**Ionisation energies of Mg²⁺ to Mg⁷⁺: screening, Hund's rule and the eigenvalue gap**

The table holds 2p ionisation energies from spin-polarised scalar-relativistic LDA (ld1.x, spherical atoms) and from configuration-averaged Dirac-Fock, with the highest Kohn-Sham eigenvalue, its mean radius and NIST values. The program assigns five rows by Slater's screening rules, adds ground-term ($F^2$) and first-order spin-orbit shifts to Dirac-Fock, and tests the Janak mean-value rule and a $1/\langle r\rangle$ law for the gap between eigenvalue and energy difference. The best assignment misfits by 3.4 eV and the next by 20.0 eV. The term shift restores the half-shell step and lowers the root-mean-square Dirac-Fock error from 2.65 to 1.18 eV, leaving −1.5 to −1.9 eV where a minority-spin electron leaves; the spin-orbit shift does not lower it further. The mean-value rule holds to 0.22 eV, while a single constant over the radius misses the gap by up to 8 %.

Calculated values. Magnesium ions in NIST's ground configurations: spherical all-electron LDA-PW92 with Quantum ESPRESSO ld1.x 7.5, scalar-relativistic, spin-polarised, open shells at highest spin, point nucleus. The Dirac-Fock column is from a B-spline radial atomic code, version 1 (Dirac-Coulomb, configuration average, Fermi nucleus). Ionisation energies are total-energy differences.

## Analysis program

```python
# Table: 2p ionisation energies (eV) of Mg2+..Mg7+; ld1.x spin-polarised scalar-relativistic LDA-PW92 (energy
# differences, eigenvalue, radius), configuration-averaged Dirac-Fock (DF), NIST values. Tested: Slater-screening
# assignment, ground-term (F2) and spin-orbit shifts of DF, Janak trapezoid for the eigenvalue gap.
T = {
    'ion': ['Mg2+', 'Mg3+', 'Mg4+', 'Mg5+', 'Mg6+', 'Mg7+'],
    'Z': [12, 12, 12, 12, 12, 12],
    'charge': [2, 3, 4, 5, 6, 7],  # e
    'N': [10, 9, 8, 7, 6, 5],
    'configuration': ['[He] 2s2 2p6', '[He] 2s2 2p5', '[He] 2s2 2p4', '[He] 2s2 2p3', '[He] 2s2 2p2', '[He] 2s2 2p1'],
    'ionisation_energy': [80.612, 109.83, 141.004, 187.282, 225.875, 265.938],  # eV
    'minus_highest_eigenvalue': [66.838, 94.836, 125.17, 168.68, 206.27, 245.76],  # eV
    'highest_level_mean_radius': [0.68397, 0.6455, 0.61327, 0.56937, 0.54413, 0.52207],  # bohr
    'highest_level': ['2p', '2p down', '2p down', '2p up', '2p up', '2p up'],
    'nist': [80.1436, 109.2654, 141.33, 186.76, 225.02, 265.924],  # eV
    'nist_kind': ['measured', 'semi-empirical', 'semi-empirical', 'semi-empirical', 'semi-empirical', 'semi-empirical'],
    'nist_unc': [0.0006, 0.0012, 0.03, 0.06, 0.06, 0.019],  # eV
    'error': [0.468, 0.565, -0.326, 0.522, 0.855, 0.0143],  # eV
    'ie_hf': [78.63, 109.99, 144.46, 181.96, 222.45, 265.89],  # eV
}
import numpy as np, itertools
from scipy.constants import physical_constants as pc
Ha = pc['Hartree energy in eV'][0]
A = lambda k: np.array(T[k], float)
ie, ep, r = A('ionisation_energy'), A('minus_highest_eigenvalue'), A('highest_level_mean_radius')
ni, un, er, hf = A('nist'), A('nist_unc'), A('error'), A('ie_hf')
Z = 12; q = np.array([2, 3, 4, 5, 6, 7]); p = Z - q - 4; m = p + 2
def row(s, v, f='%8.2f'): print('%-29s' % s + ''.join(f % x for x in v))
rms = lambda v: float(np.sqrt(np.mean(np.array(v)**2)))
print('%-29s' % 'eV unless noted' + ''.join('%8s' % ('Mg%d+' % x) for x in q))
print('rounding floor: LDA IE 0.0005, -eps and DF IE up to 0.005; NIST unc. up to %.2f' % un.max())
zf = lambda k: Z - 1.7 - 0.35*(k - 1)
E = lambda k: -k*zf(k)**2*Ha/8
sl = E(m - 1) - E(m)
row('Slater IE (no fit)', sl); row('Slater - LDA', sl - ie); row('Slater - DF', sl - hf)
row('5/Zeff vs LDA <r>, % error', 100*(5/zf(m)/r - 1), '%8.1f')
h = [0, 1, 2, 3, 5]
sc = sorted((rms(ie[h] - sl[list(s)]), s) for s in itertools.permutations(h))
print('assignment rms best %.2f, runner-up %.2f with charges %s' % (sc[0][0], sc[1][0], [int(q[i]) for i in sc[1][1]]))
print('worst Slater-LDA %.2f (Mg%d+); smallest LDA spacing %.2f' % (abs(sl - ie).max(), q[abs(sl - ie).argmax()], np.diff(ie).min()))
# further outputs of the same DF runs, charges 2, 4, 6: F2(2p,2p) in eV, 2p1/2 and 2p3/2 energies in hartree
F2 = np.poly1d(np.polyfit([2, 4, 6], [16.74333, 19.15827, 21.48111], 2))
sp = Ha*(np.array([3.013355, 5.394964, 8.226771]) - np.array([3.001746, 5.381803, 8.211394]))
SP = np.poly1d(np.polyfit([2, 4, 6], sp, 2))
cT = np.array([0, 0, 3, 9, 3, 0, 0])/25; cS = np.array([0, 1, 1, 0, .5, .5, 0])
dT = cT[p]*F2(q) - cT[p - 1]*F2(q + 1)
dS = 2/3*(cS[p]*SP(q) - cS[p - 1]*SP(q + 1))
row('F2 (odd charges interpolated)', F2(q)); row('2p splitting (odd interp.)', SP(q))
row('term shift of IE', dT); row('spin-orbit shift of IE', dS)
row('DF + term', hf + dT)
row('DF - NIST', hf - ni); row('DF + term - NIST', hf + dT - ni); e3 = hf + dT + dS - ni
row('DF + term + s.o. - NIST', e3)
print('rms DF error: raw %.2f, +term %.2f, +term+s.o. %.2f' % (rms(hf - ni), rms(hf + dT - ni), rms(e3)))
print('mean DF+term+s.o. error: p4-p6 %.2f, p1-p3 %.2f' % (e3[p > 3].mean(), e3[p <= 3].mean()))
# further outputs: DF IE with Breit, QED, recoil; DF minus highest occupied level
bq = np.array([78.61303, 109.9656, 144.4305, 181.9317, 222.4165, 265.8468])
eh = np.array([81.68167, 112.4954, 146.4463, 183.4485, 223.4434, 266.3893])
row('Breit+QED+recoil shift (DF)', bq - hf); row('DF (-eps) - IE', eh - hf)
row('LDA - NIST', er, '%8.3f'); row('LDA - NIST, %', 100*er/ni); row('LDA + s.o. - NIST', er + dS)
print('rms LDA error: raw %.2f, with s.o. %.2f' % (rms(er), rms(er + dS)))
row('LDA - DF', ie - hf); b, a = np.polyfit(dT, ie - hf, 1)
print('fit LDA-DF = a + b*term shift: a %.2f eV, b %.2f' % (a, b)); row('  residual', ie - hf - a - b*dT)
for s, v in (('LDA', ie), ('NIST', ni), ('DF', hf), ('DF+term', hf + dT), ('Slater', sl)):
    d = np.diff(v); row('steps %s; last: 4-5 excess' % s, list(d) + [d[2] - (d[1] + d[3])/2])
# further outputs (LDA): Mg4+ 2p up 131.5819, Mg5+ empty 2p down 156.9727, Mg8+ empty 2p 286.1182 eV
print('LDA 2p spin splitting: Mg4+ %.2f, Mg5+ %.2f' % (131.5819 - ep[2], ep[3] - 156.9727))
af = np.array([ep[1], ep[2], 156.9727, ep[4], ep[5], 286.1182])
gap = ie - ep
row('-eps / IE', ep/ie, '%8.3f'); row('gap IE - (-eps)', gap)
row('-eps same level, final ion', af); row('half shift of level', (af - ep)/2)
row('trapezoid mean - IE', (af + ep)/2 - ie)
row('gap*<r> (eV bohr)', gap*r); c = (gap/r).sum()/(1/r**2).sum()
print('fit gap = c/<r>: c %.2f eV bohr; mean gap*<r> p4-p6 %.2f, p1-p3 %.2f' % (c, (gap*r)[p > 3].mean(), (gap*r)[p <= 3].mean()))
row('  c/<r> - gap, %', 100*(c/r/gap - 1), '%8.1f')
print('Mg6+ gap / LDA F0(2p,2p) (further output 45.6197 eV): %.2f' % (gap[4]/45.6197))
assert list(sc[0][1]) == h and np.all(np.diff(ie) > 0) and np.all(np.diff(r) < 0)
assert np.all(np.sign((ie - hf)[1:5]) == np.sign(dT[1:5]))
assert np.all(np.diff(gap) > 0) and np.all(eh > hf)
assert np.all(abs((af + ep)/2 - ie) < 0.05*gap)
```

Output:

```
eV unless noted                  Mg2+    Mg3+    Mg4+    Mg5+    Mg6+    Mg7+
rounding floor: LDA IE 0.0005, -eps and DF IE up to 0.005; NIST unc. up to 0.06
Slater IE (no fit)              75.85  109.07  144.78  183.00  223.71  266.93
Slater - LDA                    -4.76   -0.76    3.78   -4.29   -2.16    0.99
Slater - DF                     -2.78   -0.92    0.32    1.04    1.26    1.04
5/Zeff vs LDA <r>, % error       -6.9    -5.5    -4.6    -1.3    -0.7    -0.2
assignment rms best 3.37, runner-up 19.99 with charges [3, 2, 4, 5, 7]
worst Slater-LDA 4.76 (Mg2+); smallest LDA spacing 29.22
F2 (odd charges interpolated)   16.74   17.96   19.16   20.33   21.48   22.61
2p splitting (odd interp.)       0.32    0.33    0.36    0.39    0.42    0.46
term shift of IE                 0.00   -2.30   -5.02    4.74    2.58    0.00
spin-orbit shift of IE          -0.11   -0.01    0.12   -0.28   -0.02    0.30
DF + term                       78.63  107.69  139.44  186.70  225.03  265.89
DF - NIST                       -1.51    0.72    3.13   -4.80   -2.57   -0.03
DF + term - NIST                -1.51   -1.57   -1.89   -0.06    0.01   -0.03
DF + term + s.o. - NIST         -1.63   -1.58   -1.77   -0.34   -0.02    0.27
rms DF error: raw 2.65, +term 1.18, +term+s.o. 1.19
mean DF+term+s.o. error: p4-p6 -1.66, p1-p3 -0.03
Breit+QED+recoil shift (DF)     -0.02   -0.02   -0.03   -0.03   -0.03   -0.04
DF (-eps) - IE                   3.05    2.51    1.99    1.49    0.99    0.50
LDA - NIST                      0.468   0.565  -0.326   0.522   0.855   0.014
LDA - NIST, %                    0.58    0.52   -0.23    0.28    0.38    0.01
LDA + s.o. - NIST                0.36    0.56   -0.21    0.24    0.83    0.32
rms LDA error: raw 0.52, with s.o. 0.47
LDA - DF                         1.98   -0.16   -3.46    5.32    3.43    0.05
fit LDA-DF = a + b*term shift: a 1.19 eV, b 0.87
  residual                       0.79    0.64   -0.29    0.01   -0.01   -1.15
steps LDA; last: 4-5 excess     29.22   31.17   46.28   38.59   40.06   11.39
steps NIST; last: 4-5 excess    29.12   32.06   45.43   38.26   40.90   10.27
steps DF; last: 4-5 excess      31.36   34.47   37.50   40.49   43.44    0.02
steps DF+term; last: 4-5 excess   29.06   31.75   47.26   38.33   40.86   12.22
steps Slater; last: 4-5 excess   33.21   35.71   38.21   40.72   43.22    0.00
LDA 2p spin splitting: Mg4+ 6.41, Mg5+ 11.71
-eps / IE                       0.829   0.863   0.888   0.901   0.913   0.924
gap IE - (-eps)                 13.77   14.99   15.83   18.60   19.60   20.18
-eps same level, final ion      94.84  125.17  156.97  206.27  245.76  286.12
half shift of level             14.00   15.17   15.90   18.80   19.74   20.18
trapezoid mean - IE              0.22    0.17    0.07    0.19    0.14    0.00
gap*<r> (eV bohr)                9.42    9.68    9.71   10.59   10.67   10.53
fit gap = c/<r>: c 10.19 eV bohr; mean gap*<r> p4-p6 9.60, p1-p3 10.60
  c/<r> - gap, %                  8.1     5.3     4.9    -3.8    -4.5    -3.3
Mg6+ gap / LDA F0(2p,2p) (further output 45.6197 eV): 0.43
```
